**Exact exchange read from level shifts: BLYP-D4 against B3LYP-D4 in X–Zn–NH₂**

The table holds HOMO and atomization energies of five X–Zn–NH₂ molecules from BLYP-D4 and B3LYP-D4 in def2-TZVPP on PBE0-D4/def2-TZVP geometries (Ansatz 0.2.0, gas phase). The program compares constant, proportional and electronegativity-linear forms of the HOMO shift, tests the 1s shifts of the same runs against a hydrogen-like model of exact and semilocal exchange, and splits off the D4 part of the atomization shift. The HOMO falls by a nearly constant 1.24 eV while the LUMO rises, and the 1s shifts scale as Z to the power 1.07, far from the fourth power of relativity. A plain swap of exchange implies a fraction of 0.197 to 0.213, and the B3LYP exchange recipe falls 4 to 12 % short of the computed 1s shifts. Atomization energies change by under 1 % with either sign, and D4 contributes −3.1 to −4.8 kJ/mol of that change.

Gas-phase single points with Ansatz 0.2.0, using BLYP-D4 and B3LYP-D4 in the def2-TZVPP basis at PBE0-D4/def2-TZVP geometries. The molecules carry a varied group * on the zinc of Zn–NH2, and this zinc is the marked atom. Atomization energies are electronic, free atoms minus molecule at the same level, with no zero-point or spin-orbit term.

## Analysis program

```python
# Table: HOMO (eV) and atomization energy (kJ/mol) of X-Zn-NH2, Ansatz 0.2.0, A = BLYP-D4, B = B3LYP-D4,
# def2-TZVPP on PBE0-D4/def2-TZVP geometries. Tested: form of the HOMO shift B-A; Z scaling of 1s shifts
# against a hydrogenic exact-vs-semilocal exchange model and relativity; D4 part of the atomization shift.
T = {
    'member': ['*H', '*Br', '*N', '*Cl', '*O'],
    'formula': ['H3NZn', 'BrH2NZn', 'H4N2Zn', 'ClH2NZn', 'H3NOZn'],
    'link': ['H', 'Br', 'N', 'Cl', 'O'],
    'en': [2.2, 2.96, 3.04, 3.16, 3.44],
    'r_group': [1.523, 2.231, 1.811, 2.093, 1.772],  # Å
    'angles': [176, 175, 174, 175, 172],  # °
    'valence': [20, 26, 26, 26, 26],
    'a': [-5.34, -5.88, -5.31, -5.92, -5.64],  # eV
    'b': [-6.55, -7.12, -6.54, -7.16, -6.89],  # eV
    'shift': [-1.21, -1.24, -1.23, -1.25, -1.25],  # eV
    'ae_a': [1227, 1270, 2022, 1310, 1757],  # kJ/mol
    'ae_shift': [-0.1, 3.3, -11.3, 2.0, -16.5],  # kJ/mol
}
import numpy as np
from scipy.constants import physical_constants as pc, e, N_A, alpha, pi
from scipy.integrate import quad
Ha = pc['Hartree energy in eV'][0]; kJ = e*N_A/1e3
m = T['member']
a, b, s, en, ae, ds, rg = (np.array(T[k], float) for k in ('a', 'b', 'shift', 'en', 'ae_a', 'ae_shift', 'r_group'))
# further outputs of the same runs (eV), [A, B], rows H, Br, N, Cl, O
lumo = np.array([[-0.98771, -1.833705, -1.102433, -1.768441, -1.525344], [-0.55813, -1.314759, -0.62264, -1.240939, -1.018093]])
h1 = np.array([[-7.438205, -6.893152, -5.419131, -7.291171, -6.482603], [-8.557981, -8.063587, -6.659902, -8.5688, -7.941197]])
d3 = np.array([[-11.37921, -12.14782, -11.23785, -12.15018, -11.55911], [-13.78591, -14.63283, -13.64402, -14.62387, -13.98497]])
n1 = np.array([[-380.113945, -380.725285, -380.152051, -380.748692, -380.466338], [-388.499054, -389.134717, -388.553369, -389.156727, -388.876201]])
z1 = np.array([[-9410.27674, -9411.04347, -9410.07526, -9411.03206, -9410.38375], [-9449.76281, -9450.60711, -9449.55746, -9450.58228, -9449.88336]])
dsp = np.array([[-0.11546, -0.1658, -0.18473, -0.15921, -0.14915], [-0.083131, -0.1266, -0.13455, -0.11957, -0.10869]])
tot = np.array([[-49961.2605, -119994.055, -51468.4879, -62469.9126, -52009.9279], [-49960.9373, -119993.697, -51468.5706, -62469.9394, -52009.7377]])
lig = {8: -519.780413+510.212355, 17: -2761.95871+2740.12748, 35: -13138.8056+13092.1085}  # O, Cl, Br 1s, B-A
D = lambda x: x[1]-x[0]
rms = lambda x: float(np.sqrt(np.mean(x**2)))
print('HOMO shift B-A (eV); rounding floor 0.005 (0.01 if formed from a and b)')
print('HOMO span A %.2f B %.2f; shift mean %.3f, spread %.2f' % (np.ptp(a), np.ptp(b), s.mean(), np.ptp(s)))
k = (s@a)/(a@a); p = np.polyfit(en, s, 1)
res = {'constant %.3f' % s.mean(): s-s.mean(), 'proportional %.3f*a' % k: s-k*a,
       'linear in en, slope %.3f' % p[0]: s-np.polyval(p, en)}
for n, r in res.items():
    print('%s: rms %.3f worst %s; res' % (n, rms(r), m[int(np.argmax(abs(r)))]), np.round(r, 3))
q = np.polyfit(n1[0]-n1[0, 0], a, 1)
print('HOMO A vs N1s: slope %.2f rms %.3f eV; corr with N1s %.2f, with en %.2f' % (q[0], rms(a-np.polyval(q, n1[0]-n1[0, 0])), np.corrcoef(a, n1[0])[0, 1], np.corrcoef(a, en)[0, 1]))
print('rel. to *H (A, eV): N1s', np.round(n1[0]-n1[0, 0], 2), 'HOMO', np.round(a-a[0], 2))
print('row: b/a, B-A of LUMO, HOMO, HOMO-1, Zn3d pair, N1s, Zn1s, total E; gap A, gap B (eV)')
for i, x in enumerate(m):
    print('%-3s %.3f %+.2f %+.2f %+.2f %+.2f %+.2f %+.2f %+.2f; %.2f %.2f' % (x, b[i]/a[i], D(lumo)[i], s[i], D(h1)[i], D(d3)[i], D(n1)[i], D(z1)[i], D(tot)[i], lumo[0, i]-a[i], lumo[1, i]-b[i]))
print('gap opening (eV)', np.round(D(lumo)-s, 2), '; mean 3d/HOMO shift ratio %.2f' % (D(d3).mean()/s.mean()))
def Ex(n):  # one hydrogenic 1s spin orbital, zeta = 1, occupation n: local and B88 parts (hartree)
    rho = lambda r: n*np.exp(-2*r)/pi
    F = lambda x: 0.0042*x*x/(1+6*0.0042*x*np.arcsinh(x))
    L = quad(lambda r: -1.5*(3/(4*pi))**(1/3)*rho(r)**(4/3)*4*pi*r*r, 0, 40)[0]
    G = quad(lambda r: -rho(r)**(4/3)*F(2*rho(r)**(-1/3))*4*pi*r*r, 0, 40, limit=200)[0]
    return np.array([L, G])
E = Ex(1.0); v = (Ex(1.001)-Ex(0.999))/0.002
print('1s energy/zeta (Ha): exact %.4f, local %.4f, local+B88 %.4f' % (-5/16, E[0], E.sum()))
print('1s dE/dn /zeta (Ha): exact %.4f, local %.4f, local+B88 %.4f' % (-5/8, v[0], v.sum()))
swap = (-5/8-v.sum())*Ha; rec = (0.20*(-5/8-v[0])-0.28*v[1])*Ha
print('level shift per zeta (eV): full swap %.2f; B3LYP exchange recipe %.2f' % (swap, rec))
Z = np.array([7, 8, 17, 30, 35.]); c = np.array([D(n1).mean(), lig[8], lig[17], D(z1).mean(), lig[35]])
ex = np.polyfit(np.log(Z), np.log(-c), 1)[0]; ln = np.polyfit(Z, c, 1)
print('1s shift: exponent in Z %.2f (exchange 1, relativity 4); line slope %.2f eV/Z, rms %.2f eV' % (ex, ln[0], rms(c-np.polyval(ln, Z))))
print('Z: shift, shift/Z, implied fraction, recipe, error %, Dirac -Z^4 alpha^2/8 (eV)')
for z, y in zip(Z, c):
    print('%2d %.2f %.2f %.3f %.2f %+.0f%% %.1f' % (z, y, y/z, y/(swap*(z-0.3)), rec*(z-0.3), 100*(rec*(z-0.3)/y-1), -z**4*alpha**2/8*Ha))
print('HOMO shift / 0.20 = %.1f eV per unit fraction (correlation change not separated)' % (s.mean()/0.2))
d4 = -D(dsp)*kJ
print('atomization (kJ/mol, floor 0.05): shift, % of A, D4 part, rest, rest less *H, r(A), valence')
for i, x in enumerate(m):
    print('%-3s %+.1f %+.2f%% %+.1f %+.1f %+.1f %.3f %d' % (x, ds[i], 100*ds[i]/ae[i], d4[i], ds[i]-d4[i], ds[i]-d4[i]-ds[0]+d4[0], rg[i], T['valence'][i]))
print('largest |ae shift| %.2f eV, %.2f of mean HOMO shift' % (abs(ds).max()/kJ, abs(ds).max()/kJ/abs(s.mean())))
print('corr of ae shift with en %.2f, ae_a %.2f, r (all) %.2f, r (no *H: no lone pairs) %.2f' % (np.corrcoef(ds, en)[0, 1], np.corrcoef(ds, ae)[0, 1], np.corrcoef(ds, rg)[0, 1], np.corrcoef(ds[1:], rg[1:])[0, 1]))
assert (s < 0).all() and (D(lumo) > 0).all()
assert rms(s-s.mean()) < rms(s-k*a)
assert 0.9 < ex < 1.3
assert (abs(ds/ae) < 0.01).all() and ds.min() < 0 < ds.max()
```

Printed output:

```
HOMO shift B-A (eV); rounding floor 0.005 (0.01 if formed from a and b)
HOMO span A 0.61 B 0.62; shift mean -1.236, spread 0.04
constant -1.236: rms 0.015 worst *H; res [ 0.026 -0.004  0.006 -0.014 -0.014]
proportional 0.220*a: rms 0.046 worst *N; res [-0.037  0.051 -0.064  0.05  -0.011]
linear in en, slope -0.034: rms 0.005 worst *N; res [ 0.    -0.004  0.009 -0.007  0.002]
HOMO A vs N1s: slope 0.95 rms 0.022 eV; corr with N1s 1.00, with en -0.48
rel. to *H (A, eV): N1s [ 0.   -0.61 -0.04 -0.63 -0.35] HOMO [ 0.   -0.54  0.03 -0.58 -0.3 ]
row: b/a, B-A of LUMO, HOMO, HOMO-1, Zn3d pair, N1s, Zn1s, total E; gap A, gap B (eV)
*H  1.227 +0.43 -1.21 -1.12 -2.41 -8.39 -39.49 +0.32; 4.35 5.99
*Br 1.211 +0.52 -1.24 -1.17 -2.49 -8.41 -39.56 +0.36; 4.05 5.81
*N  1.232 +0.48 -1.23 -1.24 -2.41 -8.40 -39.48 -0.08; 4.21 5.92
*Cl 1.209 +0.53 -1.25 -1.28 -2.47 -8.41 -39.55 -0.03; 4.15 5.92
*O  1.222 +0.51 -1.25 -1.46 -2.43 -8.41 -39.50 +0.19; 4.11 5.87
gap opening (eV) [1.64 1.76 1.71 1.78 1.76] ; mean 3d/HOMO shift ratio 1.97
1s energy/zeta (Ha): exact -0.3125, local -0.2680, local+B88 -0.3098
1s dE/dn /zeta (Ha): exact -0.6250, local -0.3574, local+B88 -0.3926
level shift per zeta (eV): full swap -6.32; B3LYP exchange recipe -1.19
1s shift: exponent in Z 1.07 (exchange 1, relativity 4); line slope -1.37 eV/Z, rms 0.14 eV
Z: shift, shift/Z, implied fraction, recipe, error %, Dirac -Z^4 alpha^2/8 (eV)
 7 -8.40 -1.20 0.198 -7.96 -5% -0.4
 8 -9.57 -1.20 0.197 -9.15 -4% -0.7
17 -21.83 -1.28 0.207 -19.84 -9% -15.1
30 -39.52 -1.32 0.210 -35.28 -11% -146.7
35 -46.70 -1.33 0.213 -41.22 -12% -271.8
HOMO shift / 0.20 = -6.2 eV per unit fraction (correlation change not separated)
atomization (kJ/mol, floor 0.05): shift, % of A, D4 part, rest, rest less *H, r(A), valence
*H  -0.1 -0.01% -3.1 +3.0 +0.0 1.523 20
*Br +3.3 +0.26% -3.8 +7.1 +4.1 2.231 26
*N  -11.3 -0.56% -4.8 -6.5 -9.5 1.811 26
*Cl +2.0 +0.15% -3.8 +5.8 +2.8 2.093 26
*O  -16.5 -0.94% -3.9 -12.6 -15.6 1.772 26
largest |ae shift| 0.17 eV, 0.14 of mean HOMO shift
corr of ae shift with en -0.51, ae_a -0.87, r (all) 0.44, r (no *H: no lone pairs) 0.97
```
